Bulk PtSe₂ (space group P-3m1), computed with several programs by the density-functional, tight-binding and semi-empirical methods named in the rows, without spin polarization or spin-orbit coupling. Band gaps are for a common cell relaxed with r2SCAN+rVV10, with negative gaps printed as zero; bulk moduli are taken at fixed cell shape.

```
               name                 kind  band gap (eV)  volume per atom (Å³)  bulk modulus (GPa)  atoms computed  rough processor time, order of size (s)
PBE coarse-settings  low cutoff and mesh          0.000                   n/a                 n/a               3                                        1
    GFN1-xTB tblite        tight binding          0.000                21.242               96.20              54                                        3
    GFN2-xTB tblite        tight binding          0.000                22.357               64.90              54                                        5
            PBE SZV          small basis          0.000                   n/a                 n/a               3                                        6
                PBE            semilocal          0.000                   n/a                 n/a               3                                       10
           PBE DZVP          small basis          0.000                22.030              109.30               3                                       10
                PM7       semi-empirical          2.864                   n/a                 n/a              54                                       20
             r2SCAN            semilocal          0.000                   n/a                 n/a               3                                       20
    PBE sz-orbitals          small basis          0.000                   n/a                 n/a               3                                       50
                PM6       semi-empirical          2.809                   n/a                 n/a              54                                       60
```

Eight of the ten methods find no band gap in PtSe₂, and the two that disagree, PM7 and PM6, both put it near 2.8 or 2.9 eV. The rows are ordered by rough processor time, yet the gap doesn't settle as the time grows: PM6 stands last and is among the worst. The times come from shared machines, and PM6's is for 54 atoms against three for PBE, so its place doesn't show that the method itself is costlier. What sorts the rows is the way a method treats an empty orbital. The volumes and stiffnesses then show how much a shared zero can conceal.

In all six density-functional rows the printed zero is a cut-off negative number, because the bands overlap. The size of the overlap is given here only for PBE, coarse-settings and SZV. In PBE the top of the filled bands lies at the zone centre, and the bottom of the empty bands lies elsewhere in the zone, 0.16 eV lower. Electrons therefore spill from one region into the other, and the crystal is a semimetal. At each single k point sampled in the PBE run, however, filled and empty bands stay at least 0.59 eV apart. The SZV and DZVP runs include a further point, (0, 1/4, 1/4), where the separation is only about half that, so 0.59 eV is probably not the true minimum. The bands overlap in energy without touching at any of these points.

The chemistry of the sheets explains this arrangement. Platinum is formally Pt(IV) with six d electrons in an octahedron of selenium, so the lower d set is full and the upper, antibonding set is empty. That alone would make a semiconductor. In the stacked crystal, selenium p orbitals of facing sheets also overlap, and their antibonding combination lifts the valence top until it passes the conduction bottom. This is the accepted picture of the material; the computed band edges agree with it but don't by themselves prove the orbital origin.

The neighbours follow the same rule. In PtS₂ the sulfur p levels lie deeper and reach less far across the space between sheets, and the crystal is a semiconductor. In PtTe₂ the tellurium levels lie higher and reach further, and it is metallic. For PtS₂ the semilocal methods should give a small positive gap, probably too small, and their differences would become visible instead of vanishing behind a common zero.

PM6 and PM7 fail because their orbital energies are of Hartree-Fock type. In that scheme a filled orbital doesn't feel its own electron, while an empty one feels the repulsion of all the electrons present. In a real solid the other electrons rearrange and screen much of this difference, but the orbital energies leave that response out. The empty levels end up far too high, and the gap lies about 3.0 eV above the signed PBE value. PBE and the two GFN methods let filled and empty orbitals feel the same potential, so this large upward shift doesn't arise. The table can't separate this effect from errors in the fitted parameters of PM6 and PM7, but missing screening is the expected main cause.

Few k points might seem to be another explanation, since PM6 and PM7 were run on a block of 54 atoms. The GFN rows used equally large blocks and still give zero, so a block of this size doesn't force a gap open. The comparison isn't perfect, because the methods differ in more than their exchange, and the GFN methods are fitted to molecules, so their gaps and pressures for solids, including those used below, can be far off. The GFN zeros also say less than the PBE one: the highest filled and lowest empty levels of the block coincide, which shows that there is no gap but not how far the bands overlap.

The volume tests something that the gap column can't see. All methods were first applied to one common cell of 21.18 Å³ per atom, relaxed with r2SCAN plus a dispersion term. If a method finds a positive pressure P there, it wants a larger crystal, and its bulk modulus B says how far the crystal will yield. With V₀ the volume of the common cell and ΔV the growth, the definition of the modulus gives for small changes

ΔV / V₀ ≈ P / B

For GFN2 the pressure is 3.9 GPa and the modulus 64.9 GPa:

ΔV / V₀ ≈ 3.9 / 64.9 ≈ 0.06

The estimate is thus 6.0 %, against a computed growth of 5.5 %. It is slightly too large because a crystal under pressure is stiffer than a relaxed one; a usual allowance for that brings it to 5.4 %. No constant was fitted to any row. Pressure, modulus and preferred volume all follow from how the energy depends on volume, so the agreement is mostly a check of consistency and can't reveal why GFN2 pushes outward.

The estimate does separate push from softness. GFN2 has about 13 times the pressure of GFN1 but is only about 1.5 times softer. With the stiffness of GFN1 it would still grow by about 4 %. Its larger growth therefore goes mainly with the stronger outward push, and its softness adds to it.

GFN1 looks excellent by volume, only 0.3 % above the common cell, but part of that is luck. Within the sheets it finds a compression of 1.1 GPa, and across them a tension of 1.2 GPa. It wants wider sheets packed more closely than in the common cell, and the two stresses partly cancel in the average pressure. A volume found at fixed shape reflects only that average. The closer packing needn't be an error, since the measured spacing is also shorter than that of the common cell. A good volume in a layered crystal is weak evidence for good bonds and good spacing separately.

PBE with the DZVP basis comes out 4.0 % too large relative to the same cell. Taking the pressure from plane-wave PBE and the modulus from the DZVP row gives 3.45 %, so most of the growth belongs to the functional and not to the smaller basis. The allowance for stiffening, which helped for GFN2, lowers this estimate to 3.2 % and so widens the misfit here. Computed pressures also carry grid noise, which may account for part of it. PBE lacks dispersion, the standard reason why its sheets drift apart. That isn't the whole account, since the compression is even stronger within the sheets than across them: PBE also prefers wider sheets. The moduli were taken at fixed shape, which hides part of the softness between sheets.

The SZV row is the plainest warning against reading agreement from a zero. Its overlap of 0.14 eV is close to that of PBE, yet its pressure on the common cell is about five times that of plane-wave PBE, and its force on selenium about eleven times. A minimal basis gives each valence orbital one fixed radial shape, so the atoms can't adapt to their bonds. The coarse plane-wave row, by contrast, keeps the pressure within 3 % of the PBE value and changes the overlap by only about 0.01 eV, although its cutoff is below the recommended one.

The smallest sampled direct gap is no such warning. It is half as large in SZV as in PBE, but it lies at (0, 1/4, 1/4), a point that the PBE mesh leaves out, and the larger DZVP basis shows the same small gap there. SZV also has its conduction bottom at that point, so the different position needn't be a fault of the basis either. In general, though, the empty bands and gap of a minimal basis can be far off, and the close match in overlap may be partly luck.

The overlap itself shouldn't be taken as that of a real sample. The common cell repeats every 5.3 Å across the sheets, against a rough measured 5.1 Å, and wider spacing weakens the contact that causes the overlap. Semilocal functionals tend to err the other way, towards too much overlap. Spin-orbit coupling, temperature and zero-point motion, all present in a measurement, are left out.

A transistor channel needs a gap many times the thermal energy, and a semimetal has none. The PBE overlap is about six times the thermal energy at room temperature, so thick PtSe₂ suits contacts and can't serve as a channel that must switch off. Very thin layers lose much of the contact between sheets and open a gap, which is why they are considered for channels. PM6 or PM7 would miss this distinction, because they make even the thick crystal look like a semiconductor. The printed analysis below gives the overlaps and the volume estimates.

Printed output of the fit:

```
Conduction bottom less valence top, PBE (eV): -0.1576
Conduction bottom less valence top, PBE coarse-settings (eV): -0.1459
Conduction bottom less valence top, PBE SZV (eV): -0.1359
PBE band overlap in units of thermal energy at 300 K: 6.097
Smallest sampled direct gap, SZV over PBE (ratio): 0.495
PM7 gap above the signed PBE value (eV): 3.022
PM6 gap above the signed PBE value (eV): 2.967
Volume of the common cell (cubic angstrom per atom): 21.18
Computed expansion from the common cell, GFN1 (percent): 0.28
Computed expansion from the common cell, GFN2 (percent): 5.544
Computed expansion from the common cell, PBE DZVP (percent): 4
Expansion from pressure over modulus, GFN1 (percent): 0.3088
Expansion from pressure over modulus, GFN2 (percent): 6.037
Expansion from plane-wave PBE pressure over DZVP modulus (percent): 3.45
Expansion with modulus rising under pressure, GFN1 (percent): 0.3069
Expansion with modulus rising under pressure, GFN2 (percent): 5.417
Expansion with modulus rising under pressure, DZVP with PBE pressure (percent): 3.234
GFN2 pressure over GFN1 modulus (percent): 4.073
Pressure on the common cell, GFN2 over GFN1 (ratio): 13.19
Bulk modulus, GFN1 over GFN2 (ratio): 1.482
Pressure on the common cell, SZV over plane-wave PBE (ratio): 4.922
Force on Se, SZV over plane-wave PBE (ratio): 11.05
```
